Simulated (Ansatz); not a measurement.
## Ligand exchange: AlH(CH3)(SH) + B(CH3)(SH)2 → Al(CH3)(SH)2 + BH(CH3)(SH)

Gas-phase species: AlH(CH3)(SH), singlet; B(CH3)(SH)2, singlet; Al(CH3)(SH)2, singlet; BH(CH3)(SH), singlet. The partners trade H for SH: Al–H and B–SH bonds give way to Al–SH and B–H.

Shapes, held fixed at every level: PBE0-D4/def2-TZVP. Flexible molecules stand in one conformer, not always the lowest. Programs: Ansatz 0.2.0. Electronic energies: no zero-point or thermal term.

| level | kind | ΔE (kJ/mol) | less CCSD(T)/CBS estimate |
| --- | --- | --- | --- |
| PBE-D4/def2-TZVPP | GGA | -40.1 | +6.9 |
| r2SCAN-D4/def2-TZVPP | meta-GGA | -44.9 | +2.1 |
| PBE0-D4/def2-TZVPP | global hybrid | -43.1 | +3.9 |
| B2PLYP/def2-TZVPP | double hybrid | -46.7 | +0.3 |
| MP2/def2-TZVPP | perturbation theory | -44.7 | +2.3 |
| CCSD(T)/def2-TZVPP | coupled cluster or CI | -45.6 | +1.4 |
| CCSD/def2-TZVPP | coupled cluster or CI | -47.3 | -0.3 |
| CCSD(T)/CBS estimate | coupled cluster or CI | -47.0 | 0.0 |

The highest level, CCSD(T)/CBS estimate, gives ΔE = -47.0 kJ/mol; the levels span -47.3 to -40.1. The column of differences is taken from that level and isn't an error. No measured value is set beside it here. The CBS estimate extrapolates MP2 from def2-TZVPP and def2-QZVPP and adds CCSD(T) − MP2 in the triple-zeta set, cores frozen.

Every level places the thiolate on aluminium and the hydride on boron, with a best estimate of -47.0 kJ/mol. The preference probably reflects the more electropositive character of aluminium, which gains more from a polar bond to sulfur, while boron's compact valence orbitals overlap well with hydrogen in a strong, nearly nonpolar B–H bond. Sulfur-to-boron π donation should work against the exchange, but the two SH groups of the reactant share one empty boron p orbital, so losing one of them costs less than a full π interaction.

The near-agreement of CCSD/def2-TZVPP with the best estimate is partly a cancellation: triples make the reaction less exothermic, whereas the basis-set extrapolation makes it more so. PBE-D4 gives the weakest driving force, and exact exchange in PBE0-D4 recovers only part of the difference. The result describes isolated monomers and can't be carried over directly to condensed phases, where aluminium hydrides and thiolates tend to associate through bridging ligands.
